# Charge transition levels from total energies: limits and scaling for the gallium vacancy in GaAs

## Lines, crossings and kinks

A Ga vacancy in charge state $q$ (units of $e$), relaxed in that charge state, has the formation energy

$$E_f(q,E_F)=E_{\rm tot}(q)-E_{\rm bulk}+\mu_{\rm Ga}+q\,(E_v+E_F)=E_f(q,0)+qE_F .$$

$E_F$ is measured upward from the valence-band maximum $E_v$, and $\mu_{\rm Ga}$ is the energy of the removed atom in its reservoir. Setting the lines for $q$ and $q'$ equal gives the thermodynamic transition level

$$\varepsilon(q/q')=\frac{E_f(q,0)-E_f(q',0)}{q'-q}=\frac{E_{\rm tot}(q)-E_{\rm tot}(q')}{q'-q}-E_v .$$

The terms $E_{\rm bulk}$ and $\mu_{\rm Ga}$ cancel because both states contain the same atoms. Raising $E_v$ by some amount lowers every level by that amount and leaves the spacings alone.

The ground state follows $\min_q E_f(q,E_F)$. Let $q_1$ be lowest at $E_{F1}$ and $q_2$ at $E_{F2}$. Adding the two minimum conditions gives $(q_2-q_1)(E_{F2}-E_{F1})\le 0$, so the slope never increases with $E_F$ and the envelope is concave. Every kink is a level, but a level is a kink only if no third line passes below the crossing.

## A model vacancy

Write $q=-m$ with $m=0\ldots3$ trapped electrons, $E_m=E_f(-m,0)$ and $\varepsilon_m=E_m-E_{m-1}$. A one-parameter ladder is $E_m=E_0+m\varepsilon_1+Um(m-1)/2$, with levels spaced by $U$. The assumed inputs are $\varepsilon_1=0.20$ eV, $U=0.20$ eV and $E_0=3.6$ eV (As-rich). The first two were chosen to reproduce the typical picture of three acceptor levels in the lower half of the gap; calculated positions typically scatter by a few tenths of an eV. All results below are the model's. Ga-rich conditions raise $\mu_{\rm Ga}$ by the magnitude of the heat of formation, typically 0.7 eV.

| $q$ | $E_m$, As-rich (eV) | $E_m$, Ga-rich (eV) | $\varepsilon_m$ (eV) |
|---|---|---|---|
| 0 | 3.6 | 4.3 | |
| 1− | 3.8 | 4.5 | 0.20 |
| 2− | 4.2 | 4.9 | 0.40 |
| 3− | 4.8 | 5.5 | 0.60 |

The As-rich envelope passes through 3.6, 3.4 and 3.0 eV at the three kinks and falls to 0.24 eV at the conduction-band edge, for the 0 K gap of 1.519 eV (compiled value, Vurgaftman 2001). The level $\varepsilon(0/3-)=0.40$ eV is a crossing that lies 0.2 eV above the envelope, so it is no kink.

## Dimensional analysis

$E_0$ and $\mu_{\rm Ga}$ only move the diagram vertically. In units of $U$ the charge state depends on the reduced Fermi level $m^*=(E_F-\varepsilon_1)/U+1/2$, on $x=k_BT/U$ and, for a computed level, on $E_L/U$, where $E_L$ is the image-charge energy of the supercell. Completing the square,

$$E_m-mE_F=E_0-\tfrac12Um^{*2}+\tfrac12U(m-m^*)^2 .$$

While $-\tfrac12\le m^*\le\tfrac72$, the envelope hugs a parabola of curvature $-1/U$, that of a capacitor with $C=e^2/U$. It touches the parabola at integer $m^*$ and lies $U/8=25$ meV above it at the kinks.

## Temperature

With degeneracies $g_m$, the envelope becomes

$$G(E_F)=-k_BT\ln\sum_m g_m e^{-(E_m-mE_F)/k_BT},\qquad G'=-\langle m\rangle,\qquad G''=-\frac{{\rm Var}(m)}{k_BT}\le 0 ,$$

so concavity holds at any temperature. The neutral vacancy has three electrons in a threefold $t_2$ orbital and the 3− state has six. Assumed high-spin ground terms, with spin-orbit splitting ignored, give $g_m=4,9,6,1$.

**Small $x$.** Two neighbouring states are equally populated at $E_F=\varepsilon_m+k_BT\ln(g_{m-1}/g_m)$. The population goes from 10 % to 90 % over $2\ln 9\,k_BT/|\Delta q|$.

| | 300 K | 900 K |
|---|---|---|
| $k_BT$ (meV) | 25.9 | 77.6 |
| $x$ | 0.129 | 0.388 |
| shift of $\varepsilon_1$ (meV) | −21 | −63 |
| shift of $\varepsilon_2$ (meV) | +10 | +31 |
| shift of $\varepsilon_3$ (meV) | +46 | +139 |
| 10–90 % width, $\vert\Delta q\vert=1$ (meV) | 114 | 341 |

At 900 K the width exceeds $U$. The two-state width then only signals that the steps overlap.

**Large $x$.** For an unbounded ladder with equal $g_m$, Poisson summation of the Gaussian weights gives $\sum_m e^{-(m-m^*)^2/2x}\propto 1+2e^{-2\pi^2x}\cos 2\pi m^*+\dots$ Since $\langle m\rangle=m^*+x\,d\ln(\text{sum})/dm^*$,

$$\frac{d\langle m\rangle}{dm^*}\simeq 1-8\pi^2x\,e^{-2\pi^2x}\cos 2\pi m^* .$$

The staircase turns into a ramp exponentially fast. The ripple amplitude is 0.8 at 300 K, where it is of order one and the expansion is only indicative, and 1.5 % at 900 K. It drops below 10 % at $x=0.27$, or $6.3\times10^2$ K. The crossover lies well below $k_BT=U$ because of the factor $2\pi^2$. The vacancy has four rungs with unequal $g_m$, so this describes the middle of its ladder only qualitatively.

The levels are held fixed here. A vibrational entropy difference of one $k_B$ between two charge states moves a level by $k_BT$, and the gap typically shrinks by about 0.3 eV between 300 and 900 K. At 900 K both effects rival the shifts in the table.

## Sign and size of $U$

State $m$ has a window of width $U_m=\varepsilon_{m+1}-\varepsilon_m$. The product $p_{m-1}p_{m+1}/p_m^2=(g_{m-1}g_{m+1}/g_m^2)\,e^{-U_m/k_BT}$ does not depend on $E_F$, and a sum of two terms with fixed product is least when they are equal. Keeping three states,

$$p_m^{\max}=\left[1+\frac{2\sqrt{g_{m-1}g_{m+1}}}{g_m}\,e^{-U_m/2k_BT}\right]^{-1}.$$

For the 2− state the prefactor is exactly 1. When $U_2\gg 2k_BT$ the deficit from unity is $e^{-U_2/2k_BT}$; the model gives $p^{\max}=0.98$ at 300 K and 0.78 at 900 K. At $U_2=0$ it is $1/2$, with first correction $U_2/8k_BT$. For negative $U_2$ it decays as $e^{-|U_2|/2k_BT}$.

Raising $E_2$ alone by $\delta$ lifts $\varepsilon_2$ and lowers $\varepsilon_3$, so $U_2=U-2\delta$. Beyond $\delta=U/2=0.10$ eV the 2− line leaves the envelope. One kink with $|\Delta q|=2$ remains at $\varepsilon(1-/3-)=(\varepsilon_2+\varepsilon_3)/2=0.50$ eV, whatever $\delta$ is, and its width is halved, to 57 meV at 300 K. For $\delta=0.15$ eV, $U_2=-0.10$ eV and $p^{\max}$ is still 0.13 at 300 K and 0.34 at 900 K. A change of 0.1 eV in one total energy alters the number of kinks.

## Fermi level and doping

In dilute equilibrium at fixed $\mu_{\rm Ga}$ and $T$ the vacancy density scales as $e^{-G/k_BT}$. For a non-degenerate electron density $n\propto e^{E_F/k_BT}$,

$$\frac{d\ln[V_{\rm Ga}]}{d\ln n}=\langle m\rangle .$$

Below $\varepsilon_1$, $\langle m\rangle\simeq\tfrac94e^{-(\varepsilon_1-E_F)/k_BT}$, which is $9.8\times10^{-4}$ at $E_F=0$ and 300 K: doping has no grip. Above $\varepsilon_3$, $\langle m\rangle\simeq3-6e^{-(E_F-\varepsilon_3)/k_BT}$, the cube law, with three decades of vacancies per decade of $n$. The exponent reaches 2.9 when $p_2/p_3=1/9$, at $E_F=\varepsilon_3+k_BT\ln 54$, which is 0.70 eV at 300 K and 0.91 eV at 900 K. Half the 300 K gap of 1.42 eV (compiled value, Wing 2021) is 0.71 eV. There the full sum gives 2.92 at 300 K and 2.4 at 900 K. The 900 K column is the relevant one when vacancies equilibrate during hot processing.

## Supercell size

A point charge repeated on a cubic lattice of side $L$ with a neutralising background is too low in energy by $m^2E_L$, where

$$E_L=\frac{\alpha_M e^2}{8\pi\epsilon_0\epsilon_r L},\qquad \alpha_M=2.8373\ \text{(simple-cubic Madelung constant)}.$$

An uncorrected $\varepsilon_m$ is therefore low by $[m^2-(m-1)^2]E_L=(2m-1)E_L$, and $U$ is low by $2E_L$. When all ions relax, the static constant applies, 12.87 (compiled value, Rakita 2019), and $E_L=1.587$ eV Å$/L$. With ions frozen the high-frequency 10.88 (compiled value, Skelton 2020) applies, and $E_L$ is 1.18 times larger. With a typical lattice constant $a=5.65$ Å and $N=8(L/a)^3$ atoms:

| $N$ | $L$ (Å) | $E_L$ (meV) | $3E_L$ | $5E_L$ | apparent $U$ (meV) |
|---|---|---|---|---|---|
| 64 | 11.30 | 140 | 421 | 702 | −81 |
| 216 | 16.95 | 94 | 281 | 468 | +13 |
| 512 | 22.60 | 70 | 211 | 351 | +60 |

For large $L$ the shift falls only as $N^{-1/3}$. Bringing $5E_L$ below $k_BT$ at 300 K needs $L=307$ Å, or $1.3\times10^6$ atoms, so levels are corrected or extrapolated in $1/L$. For small $L$ the crossover is $2E_L=U$, at $L=15.9$ Å or 177 atoms, below which a positive-$U$ ladder looks like a negative-$U$ one.

The point-charge term is an upper-side estimate. The spread of the screening charge through the cell typically removes about one third of it, which moves the crossover to 10.6 Å or 53 atoms and turns the apparent $U$ of the 64-atom cell into +13 meV. In that cell the sign of the raw $U$ is thus undecided, and a raw level pushed below $E_v$ means that the charge is no longer localised and the formula fails. Aligning the average potential of the defect cell with the bulk adds a term linear in $q$, which moves all levels together and leaves $U$ unchanged. In the model the correction to the 2−/3− level in a 216-atom cell lies between 312 and 468 meV, larger than $U$ and than every thermal shift found above.